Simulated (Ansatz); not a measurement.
YSe: pressure against volume scale

All results are calculated (Ansatz 0.2.0). Periodic Kohn-Sham DFT of a crystal at fixed atoms, scaled to volume_scale times the given cell; pressure positive in compression, energy less spherical unpolarised free atoms, largest_vzz the field gradient of largest size among the nuclei.

The cell before it is scaled or strained (space group Fm-3m, No. 225):
```
YSe
1.0
      0.0000     2.8750     2.8750
      2.8750     0.0000     2.8750
      2.8750     2.8750     0.0000
Y Se
1 1
Direct
  0.00000 0.00000 0.00000
  0.50000 0.50000 0.50000
```

Settings of every row: method frozen-core PAW; functional LDA; relativity scalar; k mesh 7x7x7; filling fermi-dirac; smearing width 0.03 eV; wave cutoff 420 eV; paw set soft_2.

Atom start moment: 0 on all atoms.

Limits: PAW files made with PBE.

| row | volume scale | V (Å³/atom) | pressure (GPa) |
| --- | --- | --- | --- |
| 1 | 0.94 | 22.338 | 0.505 |
| 2 | 0.96 | 22.813 | -1.408 |
| 3 | 0.98 | 23.288 | -3.116 |
| 4 | 0.99 | 23.526 | -3.899 |
| 5 | 1 | 23.764 | -4.638 |
| 6 | 1.01 | 24.001 | -5.337 |
| 7 | 1.02 | 24.239 | -5.996 |
| 8 | 1.04 | 24.714 | ? |
| 9 | 1.06 | 25.189 | -8.276 |

Question: what pressure should row 8 give?

Worked fit of pressure. Take u = (V_r/V)^(2/3) − 1 with V_r = 23.645 Å³ an atom, which is twice the finite (Eulerian) strain; such expansions in the strain, on which the Birch-Murnaghan equation of state is built, carry the rest volume and the bulk modulus. The shown rows have u = 0.03864, 0.02417, 0.01019, 0.00337, -0.00334, -0.00991, -0.0164, -0.04129. Least squares give pressure = −4.275 + 110.364 × u + 335.93 × u² + 240 × u³ GPa; a parabola predicts inner rows, each left out in turn, worse (root mean square 0.0039 against 0.0013 GPa). The rows lie off it by 0.000, 0.000, -0.001, 0.000, 0.002, -0.001, 0.000, 0.000. The pressure vanishes at u = 0.0349, or V = 22.46 Å³ an atom, and there the bulk modulus at fixed shape and fractions is B = −V dP/dV = (2/3)(1 + u) dP/du = 92.9 GPa. The withheld row has u = -0.02905, so the fit gives −4.275 + 110.364 × (-0.02905) + 335.93 × (-0.02905)² + 240 × (-0.02905)³ = -7.203 GPa.

The calculation gave -7.205 GPa. The fit lies 0.002 GPa (0.023 % of the column's range) above it; its largest miss of a shown row is 0.002 GPa.
